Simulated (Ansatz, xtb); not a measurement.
Relative energy of two isomers of C3H5FO2Si

Structure I: `C=COC(=O)[SiH2]F`, a singlet. Structure II: `FC1=COCO[SiH2]1`, a singlet. Both are isolated molecules in the gas phase, relaxed with B3LYP-D3(BJ)/def2-SVP, each in the lowest conformer that the search found.

Quicker runs give these differences E(II) − E(I): GFN2-xTB +0.135 eV; HF/STO-3G −0.861 eV (at GFN2-xTB geometries); r2SCAN-D4/def2-SVP +1.060 eV (at GFN2-xTB geometries).

Estimate which is lower in electronic energy at CCSD(T)/def2-SVP + ΔMP2/def2-TZVPP, and by roughly how much.

The CCSD(T)/def2-SVP + ΔMP2/def2-TZVPP calculation puts structure I lower, by 1.132 eV.

How the difference moves with the method:

```
                             level               geometry  E(II) − E(I) (eV)  departure from the last row (eV)  job, with rough time for the two
                          GFN2-xTB               GFN2-xTB              +0.135                            −0.997              optimisation, 0.29 s
                         HF/STO-3G               GFN2-xTB              −0.861                            −1.993               single point, 0.7 s
                r2SCAN-D4/def2-SVP               GFN2-xTB              +1.060                            −0.072               single point, 5.1 s
             B3LYP-D3(BJ)/def2-SVP  B3LYP-D3(BJ)/def2-SVP              +1.051                            −0.081                optimisation, 84 s
                       HF/def2-SVP  B3LYP-D3(BJ)/def2-SVP              +1.130                            −0.003           part of the CCSD(T) run
                      MP2/def2-SVP  B3LYP-D3(BJ)/def2-SVP              +1.245                            +0.113           part of the CCSD(T) run
                  CCSD(T)/def2-SVP  B3LYP-D3(BJ)/def2-SVP              +1.192                            +0.060                      single point
CCSD(T)/def2-SVP + ΔMP2/def2-TZVPP  B3LYP-D3(BJ)/def2-SVP              +1.132                                                  single point, 62 s
```

As drawn, II has 1 C–F, 1 C–O, 1 O–Si in place of 1 C=O, 1 F–Si. Structure I has no ring, II a 6-membered ring.

HF/STO-3G puts the two in the other order. The largest departure from CCSD(T)/def2-SVP + ΔMP2/def2-TZVPP is that of HF/STO-3G, 1.993 eV. A small imaginary or near-zero mode remains, so no thermal terms are given. The last row adds to CCSD(T) the change of the MP2 difference between the two basis sets, here −0.060 eV.

The correlated steps freeze 11 core orbitals. Codes used: Ansatz 0.2.0, xtb 6.7.1; the last row on 2 threads of Intel(R) Xeon(R) Processor on a shared host.

The open-chain ester is clearly favoured over the ring, and the main reason is probably where the fluorine sits. Structure I keeps a strong, highly polar Si–F bond and a carbonyl stabilised by ester resonance. Structure II gains a strong Si–O bond and an acetal-type O–C–O unit, but these do not make up for moving fluorine to carbon and losing the C=O bond.

The reversed order from HF/STO-3G is mainly a basis-set failure, since Hartree–Fock in def2-SVP restores the preference and r2SCAN-D4 finds it even at the GFN2-xTB geometries. A minimal basis without polarisation functions describes polar bonds at silicon and the carbonyl group poorly. The near-perfect agreement of HF/def2-SVP with the final value is partly fortuitous: correlation favours I slightly further, and the basis-set correction takes almost the same amount back. Entropy would probably also favour the more flexible open chain, but the energy difference says nothing about how readily the isomers interconvert.
